Dear colleague,

An antiparallel pair of matched diodes passes a current that is an odd function of the voltage, so a cosine drive gives odd harmonics only, while the direct current and the even harmonics circulate inside the loop. Here is the case worked for a GaAs pair.

THE PROBLEM

Two Schottky diodes A and B on n-GaAs are joined anode to cathode. V is the junction voltage of A (anode minus cathode), so B sees −V, and the terminal current i is positive into the anode of A. Each diode obeys i = i_s[exp(V/U) − 1] with U = nkT/q and i_s = S A* T² exp(−φ/kT). The drive is V = V0 + V1 cos ωt. Amplitudes are peak values, m numbers the harmonics, I_m is the modified Bessel function of the first kind, and complex amplitudes go with exp(+jωt).

Compiled values for GaAs: electron mass 0.067 m_e (Vurgaftman 2001; a 0 K value, used here unchanged), static dielectric constant 12.87 (Rakita 2019), gap 1.42 eV at 300 K (Wing 2021).

Assumed inputs, all of them: T = 300 K, zero-bias barrier φ = 0.85 eV, ideality n = 1.10, area S = 1.0×10⁷ nm², donor density Nd = 1.0×10⁻⁴ nm⁻³ (10¹⁷ cm⁻³), drive V1 = 0.70 V at 1 MHz, and a total series resistance R = 55 Ω (50 Ω generator, 5 Ω diode).

(a) Find the terminal and loop currents of the matched pair at V0 = 0.
(b) Use one diode alone as a detector: open-circuit output for V1 = 10 mV and 0.70 V, and the output into 10 MΩ.
(c) Let the barriers differ by δ = 2 meV about the same mean; find the second harmonic with and without a direct-current path. Then let the idealities differ by 1 %.
(d) Size the effects of R and of the depletion charge.
(e) Replace the pair by long p⁺n diodes with the same Nd, driven with V1 = 1.20 V at 10 MHz. Assumed for this part: hole lifetime τ = 10 ns, hole diffusivity D = 5 cm²/s, valence-band density of states Nv = 9×10⁻³ nm⁻³, Fermi level of the p⁺ side at the valence-band edge.

THE SOLUTION

Why Bessel functions appear. Put θ = ωt, x = V1/U and u = V0/U. The function exp(x cos θ) is even and periodic, and its cosine coefficients are the integrals I_m(x) = (1/π)∫₀^π exp(x cos θ) cos mθ dθ, so that

exp(x cos θ) = I₀(x) + 2 Σ_(m≥1) I_m(x) cos mθ.

Diode A therefore carries the direct current i_s[e^u I₀(x) − 1] and harmonics of amplitude 2 i_s e^u I_m(x). For B replace u by −u and x by −x. Shifting θ by π in the integral shows I_m(−x) = (−1)^m I_m(x), and B's current enters the terminal with a minus sign. The pair law is i = 2 i_s sinh(V/U), with

direct current: 2 i_s sinh(u) I₀(x),
even m: 4 i_s sinh(u) I_m(x),
odd m: 4 i_s cosh(u) I_m(x).

At V0 = 0 only the odd lines survive. The rule is wider than the exponential law. Half a period later the drive has changed sign and two identical diodes have swapped roles, so a steady state that shares the symmetry of the circuit has i(t + π/ω) = −i(t), whatever stored charge or resistance the diodes have. Only the amplitudes need the exponential law.

(a) At 300 K, kT = 0.02585 eV and U = 28.44 mV. The Richardson constant of a spherical valley is A* = 4πq m* k²/h³ = 8.05×10⁻¹⁴ A nm⁻² K⁻². With φ/kT = 32.88 and exp(−φ/kT) = 5.26×10⁻¹⁵,

i_s = 1.0×10⁷ nm² × 8.05×10⁻¹⁴ A nm⁻² K⁻² × (300 K)² × 5.26×10⁻¹⁵ = 0.381 fA,

and 4 i_s = 1.523 fA (I carry unrounded values forward). The drive parameter is x = 0.70 V/U = 24.616, for which I₀ = 3.963×10⁹ and I₂ = 3.647×10⁹. The odd amplitudes A_m = 4 i_s I_m(x) are:

m | I_m(x)/10⁹ | A_m (µA) | A_m/A₁ | Gaussian estimate
1 | 3.881 | 5.91 | 1 | 1
3 | 3.289 | 5.01 | 0.847 | 0.850
5 | 2.364 | 3.60 | 0.609 | 0.614
7 | 1.445 | 2.20 | 0.372 | 0.377

The last column comes from cos θ ≈ 1 − θ²/2 near the crest. The pulse is then a Gaussian of standard deviation x^(−1/2) in phase, its transform gives I_m ≈ e^x (2πx)^(−1/2) exp(−m²/2x), and A_m/A₁ ≈ exp[−(m² − 1)/2x]. The terminal current is a train of narrow pulses of alternating sign. All A_m are positive and add at θ = 0 to the crest current 2 i_s sinh x = 18.7 µA. The third harmonic of the current lies at −1.44 dB relative to the fundamental.

Inside the loop each diode still rectifies. It carries i_s(I₀ − 1) = 1.51 µA of direct current and 2 i_s I₂ = 2.78 µA at 2ω, forward through A and on forward through B. Nothing of this reaches the terminals as long as the match is perfect.

These currents are the model's. They scale as exp(−φ/kT), so a change of kT ln 2 = 18 meV in the assumed barrier doubles or halves them. A saturation current within a decade or two of a femtoampere is typical of small GaAs Schottky anodes, and the barrier was chosen as typical with that in mind. The ratios A_m/A₁ depend on x alone and are the quantities to test on the bench.

(b) One diode, fed through a blocking capacitor large enough to hold V0 steady over a cycle, charges it until the mean current vanishes: e^u I₀(x) = 1, or

V0 = −U ln I₀(x).

For small x, ln I₀ = x²/4 − x⁴/64 + …, so V0 ≈ −(V1²/4U)(1 − x²/16): the output follows the input power. At V1 = 10 mV, x = 0.352, the pure square law gives −0.879 mV and the full formula −0.872 mV, the relative difference being x²/16 = 0.8 %. For large x the Gaussian form gives ln I₀ ≈ x − ½ ln(2πx), so V0 ≈ −V1 + (U/2) ln(2πx): the output follows the crest, short of it by a slowly growing offset. At V1 = 0.70 V, ln I₀ = 22.10 and V0 = −0.628 V; the offset is 71.5 mV against 71.7 mV from the asymptotic form.

Two warnings apply. First, the slope of the mean current is i_s e^u I₀/U, which at the open-circuit point equals i_s/U at every drive level. The output resistance is U/i_s = 7.5×10¹³ Ω, and "open" means a load well above that. With a load R_L across the diode the condition is i_s[e^u I₀ − 1] = −V0/R_L. For 10 MΩ and V1 = 0.70 V its root is V0 = −0.134 V, since the diode must be left enough forward swing to feed the load.

Second, the open-circuit result balances the forward pulse against the reverse current, which the law fixes at i_s while the junction swings to −1.33 V. If n > 1 comes from a barrier that shifts linearly with bias, thermionic emission gives i = i_s exp(V/U)[1 − exp(−qV/kT)] = i_s{exp(V/U) − exp[−(n − 1)V/U]}. The same averaging yields e^(nu) = I₀((n − 1)x)/I₀(x), that is V0 = −(kT/q) ln[I₀(x)/I₀((n − 1)x)]. This is −0.541 V at V1 = 0.70 V, and the square-law coefficient is multiplied by 2 − n = 0.90. The gap between −0.628 V and −0.541 V shows how far the open-circuit output depends on the assumed reverse branch. The pair is immune at this drive: its law gains the odd term 2 i_s sinh[(n − 1)V/U], of femtoampere size.

(c) Write the saturation currents as i_s e^(+d) for A and i_s e^(−d) for B, with d = δ/2kT = 0.0387. Repeating the subtraction, u is replaced by u + d in the even and odd amplitudes, and the direct current becomes 2 i_s[sinh(u + d) I₀ − sinh d].

With a low-resistance direct-current path, u = 0 and

A₂/A₁ = tanh(d) I₂/I₁ = 0.0387 × 0.940 = 0.0363,

which is −28.8 dB, together with a terminal direct current 2 i_s sinh(d)(I₀ − 1) = 0.117 µA. A bias u = −d, or V0 = −nδ/2q = −1.10 mV, removes every even harmonic at once.

With the path blocked the pair finds that bias by itself. Zero mean current requires sinh(u + d) = sinh(d)/I₀(x), so the even lines fall by the factor I₀(x), here to A₂ = 4 i_s sinh(d) I₂/I₀ = 5.4×10⁻¹⁷ A. Unlike the single detector, the pumped pair is a stiff source: its slope resistance is U/(2 i_s I₀) = 9.4 kΩ, so a megohm leak hardly disturbs the self-bias, while a 50 Ω return defeats it.

A difference of ideality is not cured in this way, because the two pulses then differ in width. Let x_A and x_B be the two drive parameters. Zero mean current makes the loop currents equal, i_L each (the −1 terms are negligible), so A₂ = 2 i_L |g(x_A) − g(x_B)| with g = I₂/I₀, and A₁ = 2 i_L [r(x_A) + r(x_B)] with r = I₁/I₀. The Bessel recurrences give g = 1 − 2r/x and dr/dx = 1 − r/x − r², so x dg/dx = 2r/x − 2 dr/dx. Here r = 0.9795 and x dg/dx = 0.0779, and for Δn/n = 0.01

A₂/A₁ = (x dg/dx)(Δn/n)/2r = 4.0×10⁻⁴,

or −68 dB. This floor, and the analogous ones from unequal capacitance or resistance, will hide the 10⁻¹⁷ A result entirely.

(d) Let the cosine now be the generator voltage, so that the junction sees V − iR. To first order in R,

i = 2 i_s sinh[(V − iR)/U] ≈ 2 i_s sinh(V/U) − (2 i_s² R/U) sinh(2V/U),

and the second term is again a Bessel series, with argument 2x. Each odd amplitude changes by the fraction −(i_s R/U) I_m(2x)/I_m(x). The crest drop is 18.7 µA × 55 Ω = 1.03 mV, or 0.036 U, and the reductions are 2.6 % for m = 1 and 2.8 % for m = 3; the next order is of size 0.036². The third figure of the currents in the table thus holds only for a drive defined at the junction, while A₃/A₁ moves by about 0.2 %. The expansion fails when the crest current nears U/R = 0.52 mA. Beyond that the pulses flatten and widen and the Bessel formula overestimates the high harmonics.

For the depletion charge, Nc = 2(2πm*kT/h²)^(3/2) = 4.35×10⁻⁴ nm⁻³. In Boltzmann statistics the Fermi level lies kT ln(Nc/Nd) = 0.038 eV below the band edge, so the built-in potential is Vb = 0.812 V. The zero-bias width is W0 = (2εVb/qNd)^(1/2) = 107 nm and C0 = εS/W0 = 10.6 fF. Integrating C0(1 − V/Vb)^(−1/2) for A and its mirror image for B gives the charge of the pair,

Q = 2 C0 Vb [(1 + V/Vb)^(1/2) − (1 − V/Vb)^(1/2)],

odd in V as the symmetry demands. For V1/Vb = 0.862 the cosine coefficients of the bracket, by numerical integration, are f₁ = 0.95 and f₃ = 0.036, so Q₁ = 16 fC and Q₃ = 0.62 fC. Two figures are generous: at the crest the band bending is only 0.11 eV, a few kT, where the depletion approximation weakens. The currents −mωQ_m sin mωt are in quadrature with the conduction current. At 1 MHz they are 0.10 µA and 0.012 µA, and the first raises the magnitude of the fundamental by the fraction ½(ωQ₁/A₁)² = 1.5×10⁻⁴. They equal the conduction terms near 6×10⁷ Hz for m = 1 and 4×10⁸ Hz for m = 3. Above those frequencies this pair, at this drive, acts as a varactor.

(e) In a long p⁺n diode at low injection the excess hole density p(y, t) in the neutral n region obeys

∂p/∂t = D ∂²p/∂y² − p/τ, with p(0, t) = p₀[exp(qV/kT) − 1], and p → 0 far away.

All the nonlinearity sits in the boundary value, which assumes that the depletion layer follows the voltage instantly and has ideality 1, so x = qV1/kT. The equation is linear, and each Bessel harmonic of p(0, t) diffuses on its own as exp(jmωt − y/L_m). Substitution gives jmω = D/L_m² − 1/τ, so 1/L_m = (1 + jmωτ)^(1/2)/L with L = (Dτ)^(1/2) and the root of positive real part. The current qSD p(0)/L_m of harmonic m is the static one times (1 + jmωτ)^(1/2): magnitude (1 + m²ω²τ²)^(1/4), phase lead ½ arctan(mωτ). The mean current has m = 0 and is untouched, so the open-circuit detector formula stands with n = 1. The factor is the same for both diodes, and the even lines still cancel.

Here ωτ = 0.628, x = 46.42 and L = 2.2×10³ nm.

m | magnitude | phase lead
1 | 1.087 | 16.1°
3 | 1.461 | 31.0°
5 | 1.816 | 36.2°

The static ratio I₃/I₁ = 0.917 is multiplied by 1.461/1.087 = 1.344, giving |A₃/A₁| = 1.23 for the diffusion current. The third harmonic exceeds the fundamental because holes injected on the rising edge are partly pulled back on the falling edge, which sharpens the pulse and gives it a negative tail.

Three terms limit this. At the crest p(0)/Nd = (Nc Nv/Nd²) exp[−(1.42 eV − 1.20 eV)/kT] = 0.08, so low injection holds to several per cent only and 1.2 is all the ratio deserves. Recombination in the depletion layer, with ideality near 2, can be written q w (p Nd)^(1/2)/τ per area; against the diffusion term qLp/τ it is (w/L)(Nd/p)^(1/2) = 0.008 at the crest for an assumed effective width w = 5 nm, and it grows as exp(−qV/2kT) when the drive is lowered. The depletion charge is the real rival. With Vb = 1.38 V and W0 = 140 nm, the prefactor 2 C0 Vb per area equals q Nd W0, while the diffusion harmonic per area is 4 e^(−x) I_m (qLp/τ) times the magnitude above, p being the crest value. The ratio of depletion to diffusion current is

mωτ (W0/L)(Nd/p) f_m / [4 e^(−x) I_m (1 + m²ω²τ²)^(1/4)],

and with f₁ = 0.96 and f₃ = 0.038 for V1/Vb = 0.868 it is about 2 for m = 1 and 0.2 for m = 3. In this model the terminal fundamental at 10 MHz is mostly depletion current, so the terminal ratio A₃/A₁ falls well below 1.2. The square-root factor is best sought in the frequency dependence of the magnitude and phase of the third harmonic at fixed junction drive, after the depletion term has been subtracted.